In a small aromatic molecule, a calculation with a range-separated hybrid functional puts occupied and empty frontier orbitals 8 to 10 eV apart. The excited singlets lie some 2.5 to 4.3 eV lower than these gaps, and the smallest gap does not belong to the lowest state.

The molecule here is benzaldehyde with a methyl and a silyl group on the ring.

The five lowest vertical singlet excitations of 2-methyl-5-silylbenzaldehyde in the gas phase, computed with PySCF 2.14.0 using Tamm-Dancoff CAM-B3LYP/def2-SVP, density fitting and a frozen core in the response, at the GFN2-xTB geometry. The last two columns give the orbital pair with the largest weight in each state.

| row | singlet state | singlet energy (eV) | singlet oscillator strength | singlet hole electron distance (Å) | singlet exciton size (Å) | singlet orbital overlap lambda | singlet main from | singlet main to |
| --- | --- | --- | --- | --- | --- | --- | --- | --- |
| 1 | 1 | 3.870 | 0.000 | 1.020 | 2.580 | 0.450 | HOMO-1 | LUMO |
| 2 | 2 | 5.000 | 0.037 | 0.650 | 3.070 | 0.700 | HOMO | LUMO |
| 3 | 3 | 5.760 | 0.170 | 0.560 | 3.020 | 0.730 | HOMO-2 | LUMO |
| 4 | 4 | 6.450 | 0.001 | 2.530 | 3.890 | 0.220 | HOMO-1 | LUMO+1 |
| 5 | 5 | 6.540 | 0.001 | 1.210 | 3.360 | 0.390 | HOMO-3 | LUMO |

The singlet hole electron distance $R$ separates the centres of the two charge clouds. The singlet exciton size $d$ is the root-mean-square distance between electron and hole, so it also counts the widths of the clouds. The singlet orbital overlap lambda, $\Lambda$, runs from 0 to 1 and says how far the orbitals involved occupy the same space.

**(a) The step from HOMO to LUMO has the smallest orbital gap, 7.92 eV, against 8.12 eV from HOMO-1 to LUMO. Why is the lowest singlet nevertheless the one that starts from HOMO-1?**

*Solution.* For a state made of one orbital pair, the excitation energy has three main parts:

$$E \approx \Delta\varepsilon - A + K .$$

Here $\Delta\varepsilon$ is the orbital gap and $A$ the electron–hole attraction. $K$ is the Coulomb repulsion of the transition density with itself; that density is proportional to the product of the two orbitals. A further term, from the density-functional part of exchange and correlation, is left out here. $K$ is large only where both orbitals are large in the same places and their product forms extended regions of opposite sign.

The attraction can be estimated from the two lengths in the table. Let the electron–hole separation be spread as a round Gaussian about $R$, with variance $s^2$ along each axis. Then $d^2=R^2+3s^2$, which fixes $s$. The functional counts 19% of the Coulomb attraction at short range and 65% at long range, with a switching length $1/\mu$ of 1.6 Å. Averaging over the Gaussian gives

$$A=\frac{e^2}{4\pi\varepsilon_0 R}\left[0.19\,\mathrm{erf}\frac{R}{\sqrt{2s^2}}+0.46\,\mathrm{erf}\frac{R}{\sqrt{2s^2+1/\mu^2}}\right].$$

For row 1, $R=1.02$ Å and $d=2.58$ Å, so $s^2=(2.58^2-1.02^2)/3\approx1.9$ Å². The two error functions are about 0.54 and 0.43, and the bracket is about 0.30. With $e^2/4\pi\varepsilon_0=14.4$ eV Å, the attraction comes to 4.3 eV. Subtracted from the gap of 8.12 eV, it leaves 3.8 eV, close to the 3.87 eV of the table. No parameter was fitted, to this row or any other.

The attraction is strong because both charge clouds are small, the hole above all. HOMO-1 is mainly the lone pair on oxygen. The electron goes into π* orbitals, chiefly the LUMO, and about two thirds of it sits on the C=O group to which that oxygen belongs. Row 1 therefore has the most compact exciton of the five. In row 2 the hole is spread over the ring, and the estimated attraction is 0.54 eV weaker, more than enough to outweigh the 0.19 eV advantage in the gap.

That accounts for the order, but not for the whole distance between the two states. The model puts row 1 below row 2 by $0.54-0.19=0.35$ eV, whereas the calculation gives 1.13 eV. Most of the difference arises because the model places row 2 too low, for reasons taken up in part (b).

**(b) Why do only rows 2 and 3 absorb appreciably, and why does the model of part (a) fail for just these two?**

*Solution.* The oscillator strength grows with the square of the transition dipole. In rows 2 and 3 electron and hole both occupy π orbitals, and the product of two π orbitals can carry a large dipole in the plane of the molecule. In rows 1, 4 and 5 the hole lies in a lone pair or a σ bond, which is symmetric about that plane, while π* changes sign across it. For a planar molecule, symmetry then allows only a dipole perpendicular to the plane.

For an oxygen lone pair of p type even this perpendicular dipole is small, because the contribution from the oxygen atom itself vanishes. The computed dipoles fit the argument. The plane is taken here as the one spanned by the dipoles of rows 2 and 3; the ground-state dipole, which was not used to define it, lies only about 0.2° out of it. In rows 1, 4 and 5 the transition dipoles are below 0.1 atomic units and point within 24° of the perpendicular, whereas that of row 3 is 1.1 atomic units. The tilts show that the mirror symmetry is not perfect; the hydrogens of the methyl and silyl groups may be what breaks it, but this was not tested.

Overlap alone does not tell how bright a state is. Row 4 has half the $\Lambda$ of row 1 but about nine times its oscillator strength, although both are very weak. Rows 2 and 3 have nearly the same $\Lambda$, yet row 3 is 4.6 times as strong. Each of these two mixes several π→π* pairs, and the printed pair makes up only about 60% of the state. Within such a mixed state the dipoles of the pairs can add or partly cancel, which $\Lambda$ does not register; the program does not separate these contributions. A further output of the same run gives a clue, however: electron and hole are on the same atom 16% of the time in row 3, but only 3% in row 2. A π→π* state builds up transition charge on an atom mainly when the two meet there.

The transition density that makes a state bright also repels itself, and this is the term $K$ that the estimate omits. The model puts row 2 too low by 0.8 eV and row 3, the brightest, by 1.2 eV. Averaging the gap over the mixed pairs reduces the first error to 0.5 eV but hardly changes the second. For row 3, theory points to $K$ as the main cause of what remains, though the program does not compute it. For row 2, $K$ should be smaller, and the round Gaussian probably adds to the error. It gives much weight to very short distances, whereas electron and hole in this state rarely share an atom, so it overrates their attraction.

The triplets support this reading of row 3, because $K$ drops out of a triplet, although the density-functional term changes as well. The lone-pair triplet lies 0.57 eV below its singlet. The lowest π→π* triplet lies more than 1.8 eV below row 3; it is built largely from the same orbital pairs, although in other proportions. Its exciton is also somewhat more compact, so the loss of $K$ need not explain the whole difference. The Tamm-Dancoff approximation used here tends to place bright π→π* states too high, so the height of row 3 is probably somewhat exaggerated.

**(c) Row 4 starts from the same lone pair as row 1 but lies 2.58 eV higher. Why? Which of the five states are local, which are charge-transfer, and which are Rydberg states?**

*Solution.* The electron now goes to LUMO+1, which lies mainly on the ring rather than on the C=O group. This costs energy twice. The orbital gap grows by 1.10 eV, and because the electron is farther from the hole, the attraction falls by an estimated 1.30 eV. Together these give 2.40 eV, most of the rise.

Row 4 is therefore the charge-transfer state of the set. Its charge centres are 2.53 Å apart, more than twice as far as in any other row, and its $\Lambda$ is the lowest. The transfer is short and partial, however. Once the other electrons are allowed to respond, the change in dipole moment shrinks from 12.2 to 6.7 D, so $R$ overstates the net shift of charge. The same holds for rows 1 to 3, where the change also shrinks to a little over half.

Row 1 shows why $\Lambda$ should not be read alone. Its value of 0.45 is well below those of the π→π* states, yet it is the most compact state in the table. Its orbitals overlap little because a lone pair in the plane and a π* orbital have different shapes, not because they are far apart. Rows 1, 2 and 3 are best called local.

Row 5 is also mainly local, but the largest part of its hole lies in the bond between the ring and silicon. That σ orbital is deep, so the gap is the largest of the five, and a stronger attraction than in row 4 offsets much of the difference. The two states end only 0.1 eV apart, which is less than the usual error of such calculations, so their order is not secure.

None of the five looks like a Rydberg state, since the root-mean-square spread of the electron cloud is at most about 2.3 Å. This does not show that the molecule has none near 6.5 eV. The basis set has no diffuse functions, and without them a Rydberg state is poorly described and may be pushed far too high.

For rows 1, 4 and 5 the model agrees with the calculation to about 0.2 eV. Part of this is cancellation: the singlet–triplet gap of row 1 suggests that $K$ is not zero there, and averaging the gap over the mixed pairs of that row would put the model at least 0.2 eV too high. The attraction is also built into the functional, so the agreement shows how much it matters, not that it has been independently confirmed. The output below gives every row, together with a simpler attraction proportional to $1/d$, whose one constant was fitted to rows 1, 4 and 5; it does as well for those rows and also fails for rows 2 and 3.

Printed output of the fit:

```
Energies in eV; residual = table minus model
row  E     gap   gap-E  attraction  resid | const shift resid | c/size resid
1  3.87  8.12  4.25   4.28      +0.03 | -1.07 | +0.03
2  5.00  7.92  2.92   3.74      +0.82 | +0.25 | +0.67
3  5.76  8.31  2.55   3.79      +1.24 | +0.63 | +1.11
4  6.45  9.22  2.77   2.98      +0.22 | +0.41 | +0.07
5  6.54  9.93  3.39   3.47      +0.08 | -0.21 | -0.10
constant shift 3.17 eV (all rows); c = 0.77 fitted on low-overlap rows 1,4,5 only
Gaussian, no fit: rms rows 1,4,5 0.13, rms all 0.67, worst row 3
constant shift: rms rows 1,4,5 0.67, rms all 0.60, worst row 1
c/size: rms rows 1,4,5 0.08, rms all 0.58, worst row 3
rounding: 0.005 eV in E; 0.005 A in size moves attraction by up to 0.006 eV
row 1 minus row 2: gap +0.19, gap-E +1.32, attraction +0.54, E -1.13
row 4 minus row 1 (same hole orbital): gap +1.10, attraction -1.30, E +2.58
row 5 minus row 4: gap +0.71, attraction +0.49, E +0.098 (unrounded output)
row 1 weighted gap 8.36 (weight covered 0.96), residual -0.21 (gap is a lower bound)
row 2 weighted gap 8.24 (weight covered 0.91), residual +0.51
row 3 weighted gap 8.37 (weight covered 0.95), residual +1.18
row 4 point charges at centroid distance: 3.63 eV against gap-E 2.77
S1-T1 (both n-pi*) 0.57; T1 3.30; T2 below S1, so S2-T2 > 1.14, S3-T2 > 1.89 eV
plane set by rows 2,3; ground dipole 0.2 deg out of it
row lambda  f(output)  |dipole| au  angle to normal deg
1  0.45  0.00006  0.025  3
2  0.70  0.03705  0.550  90
3  0.73  0.16961  1.097  90
4  0.22  0.00054  0.058  13
5  0.39  0.00140  0.093  24
f ratios: row3/row2 4.6 (lambda ratio 1.04); row4/row1 9 (lambda ratio 0.49)
row size^2  shift^2  hole^2  electron^2  correlation part (A^2)  shift share
1  6.66  1.04  2.01  3.83  -0.22  16%
2  9.42  0.42  3.98  5.07  -0.05  4%
3  9.12  0.31  4.12  5.33  -0.65  3%
4  15.13  6.40  4.43  4.37  -0.07  42%
5  11.29  1.46  5.42  5.10  -0.70  13%
electron spread 1.96-2.31 A; hole spread 1.42-2.33 A
row 1 dipole change: unrelaxed 4.9 D, relaxed 2.6 D, ratio 0.54
row 2 dipole change: unrelaxed 3.1 D, relaxed 1.8 D, ratio 0.56
row 3 dipole change: unrelaxed 2.7 D, relaxed 1.5 D, ratio 0.56
row 4 dipole change: unrelaxed 12.2 D, relaxed 6.7 D, ratio 0.55
```
